**Q:** What should I remember about the electron density in the middle of a covalent bond?

**A:** About 0.3 electrons per cubic bohr for carbon bonded to carbon or hydrogen, and roughly half of that for phosphorus bonded to hydrogen. The density is read at the bond critical point, where it is lowest along the bond path but highest sideways. Here are such points for phosphole, a five-membered ring of four carbons and one phosphorus.

PySCF 2.14.0, wB97X/6-31+G(d) single point on neutral singlet phosphole (C4H5P) in the gas phase, at the GFN2-xTB geometry. Values are taken at the QTAIM bond critical points, in atomic units; the energy density is the sum of the kinetic and potential parts. Atoms 1, 2, 3 and 5 are carbon, 4 is phosphorus and 6 to 10 are hydrogen.

| row | density (a.u.) | first atom | second atom | laplacian (a.u.) | ellipticity | energy density (a.u.) |
| --- | --- | --- | --- | --- | --- | --- |
| 1 | 0.336 | 2.000 | 3.000 | -0.951 | 0.324 | -0.369 |
| 2 | 0.336 | 1.000 | 5.000 | -0.951 | 0.324 | -0.369 |
| 3 | 0.290 | 1.000 | 2.000 | -0.777 | 0.108 | -0.272 |
| 4 | 0.281 | 2.000 | 7.000 | -1.006 | 0.009 | -0.286 |
| 5 | 0.281 | 1.000 | 6.000 | -1.006 | 0.009 | -0.286 |
| 6 | 0.279 | 3.000 | 8.000 | -0.996 | 0.010 | -0.285 |
| 7 | 0.279 | 5.000 | 10.000 | -0.996 | 0.010 | -0.285 |
| 8 | 0.164 | 4.000 | 9.000 | -0.136 | 0.148 | -0.166 |
| 9 | ? | ? | ? | ? | ? | ? |
| 10 | ? | ? | ? | ? | ? | ? |

**Q:** Which bonds are rows 9 and 10?

**A:** The ring has five bonds, and five more lead to hydrogen. The first eight rows account for all of these except the two P-C bonds. The molecule has a mirror plane, so both should give the same values. The coordinates make them about 1.80 Å long.

**Q:** Can I get their density from the length alone?

**A:** Only as a rough guide, because C-H bonds are shorter than the C=C bonds and yet less dense. Within one pair of elements the idea is sound, since the overlapping tails of two atoms decay roughly exponentially. From the C=C bonds at 1.34 Å to the C-C single bond at 1.44 Å, the density falls from 0.336 to 0.290.

That is a decay of ln(0.336/0.290)/0.10 ≈ 1.5 per Å. Going on by 0.36 Å multiplies 0.290 by e^(−0.53) ≈ 0.59, which gives 0.17. Two lengths fix two constants, so this law has no statistical error bar, and it treats phosphorus as if it were carbon.

**Q:** How would you bring phosphorus in?

**A:** By substitution. Going from C-H to P-H multiplies the density by 0.59, because phosphorus has a larger core and more diffuse valence orbitals. The same factor applied to the C-C single bond again gives 0.17. The hydrogen basis has no polarisation functions, which adds some doubt to that factor.

The rows run in order of falling density, so rows 9 and 10 should not exceed the 0.164 of P-H. That is a hint from the layout, not from physics. With it, my forecast is 0.157 ± 0.007.

**Q:** And the energy density?

**A:** It is the sum of a positive kinetic part G and a negative potential part, and a negative total is commonly read as a sign of shared electrons. Divided by the density, it is close to −1 hartree in all eight known rows. With the ratio of the C-C single bond I forecast −0.15 ± 0.03.

**Q:** That leaves the Laplacian and the ellipticity.

**A:** The Laplacian L is the sum of the density's three curvatures, and the local virial relation gives L = 4(G + H), with H the energy density. G and H largely cancel in P-H, and if they do so in P-C too, L is hard to predict. I assume that G per unit of density lies between its values in the C-C single bond, 0.27 hartree, and in P-H, 0.80 hartree. This leads to L = −0.25 ± 0.20.

The ellipticity says how unequal the two sideways curvatures are. I expect 0.15 ± 0.12, below the C=C bonds, but that is mostly judgement. All these error bars are judgements too.

**Q:** Then let us see the computed values.

The withheld rows as computed:

| row | density (a.u.) | first atom | second atom | laplacian (a.u.) | ellipticity | energy density (a.u.) |
| --- | --- | --- | --- | --- | --- | --- |
| 9 | 0.163 | 4.000 | 5.000 | 0.044 | 0.169 | -0.153 |
| 10 | 0.163 | 3.000 | 4.000 | 0.044 | 0.169 | -0.153 |

**A:** Three forecasts hold and one fails. The density, 0.163, lies just inside my range. Both simple estimates were 4 to 5 % above it, and my forecast fell almost as far below it, so the hint from the row order helped only a little. The energy density is almost exactly as forecast, and the ellipticity fits comfortably, though with so wide a range that proves little.

**Q:** But the Laplacian has the wrong sign!

**A:** Yes, it is +0.044, outside my range. Since the density and H were nearly right, the error must sit in G. The output below shows G per unit of density for every row: in P-C it is 1.0 hartree, above the P-H value that I had taken as the upper limit.

**Q:** Why is it so high?

**A:** Carbon attracts electrons more strongly than phosphorus, so the boundary between the two atoms lies close to phosphorus. In this run the critical point is 0.68 Å from phosphorus and 1.12 Å from carbon. There the steep fall of the density from the phosphorus core has only just levelled off. The total density is flat at that point, but the single orbitals are still steep, and this makes the kinetic energy density high. That last link is argued from theory.

**Q:** And how does the Laplacian become positive?

**A:** The same run gives the curvatures. Along the P-C bond the curvature is +0.44, and the two sideways ones add up to −0.39. In the C-C single bond the values are +0.33 and −1.11. So the main difference from a carbon bond is that the density near phosphorus is low and spread out, which makes the sideways curvatures weak.

P-H is similar sideways, with −0.43, but reaches only +0.30 along the bond, so its Laplacian stays negative. Its critical point is also about 0.7 Å from phosphorus. A further shift of the boundary can therefore only be slight, and why P-C curves more strongly along the bond than P-H stays open.

**Q:** Does a positive Laplacian make P-C a closed-shell contact, like an ionic bond?

**A:** No. Its energy density is clearly negative, and per unit of density it matches that of the C-C single bond. All ten bonds here are shared by that measure, while the Laplacian would set the two P-C bonds apart. A Laplacian this close to zero might even change sign with another basis set or geometry, which was not tested here. In a polar bond, read the sign of the energy density before you draw a conclusion from the sign of the Laplacian.

The analysis program printed:

```
Energies per electron at the bond points:
  row  length in angstrom  kinetic G per density in hartree  energy density per density in hartree
    1                1.34                            0.3906                                 -1.098
    2                1.34                            0.3906                                 -1.098
    3                1.44                            0.2681                                -0.9379
    4                1.08                            0.1228                                 -1.018
    5                1.08                            0.1228                                 -1.018
    6                1.08                             0.129                                 -1.022
    7                1.08                             0.129                                 -1.022
    8                 1.4                            0.8049                                 -1.012
    9                 1.8                             1.006                                -0.9387
   10                 1.8                             1.006                                -0.9387
Decay of ln density with C-C length, per angstrom: 1.472
P-C density from the C-C length law, a.u.: 0.1707
Density ratio P-H to C-H: 0.5857
P-C density from the substitution ratio, a.u.: 0.1699
P-H energy density if it went as density squared from C-C single, a.u.: -0.08699
P-C energy density from the C-C single ratio, a.u.: -0.1473
P-C Laplacian with G per density as in C-C single, a.u.: -0.4316
P-C Laplacian with G per density as in P-H, a.u.: -0.09454
Density forecast for rows 9 and 10 (error bar 0.007), a.u.: 0.157
Density computed, rows 9 and 10, a.u.: 9 0.163, 10 0.163
Density miss, forecast less computed, a.u.: 9 -0.006, 10 -0.006
Energy density forecast for rows 9 and 10 (error bar 0.03), a.u.: -0.15
Energy density computed, rows 9 and 10, a.u.: 9 -0.153, 10 -0.153
Energy density miss, forecast less computed, a.u.: 9 0.003, 10 0.003
Laplacian forecast for rows 9 and 10 (error bar 0.20), a.u.: -0.25
Laplacian computed, rows 9 and 10, a.u.: 9 0.044, 10 0.044
Laplacian miss, forecast less computed, a.u.: 9 -0.294, 10 -0.294
Ellipticity forecast for rows 9 and 10 (error bar 0.12): 0.15
Ellipticity computed, rows 9 and 10: 9 0.169, 10 0.169
Ellipticity miss, forecast less computed: 9 -0.019, 10 -0.019
```
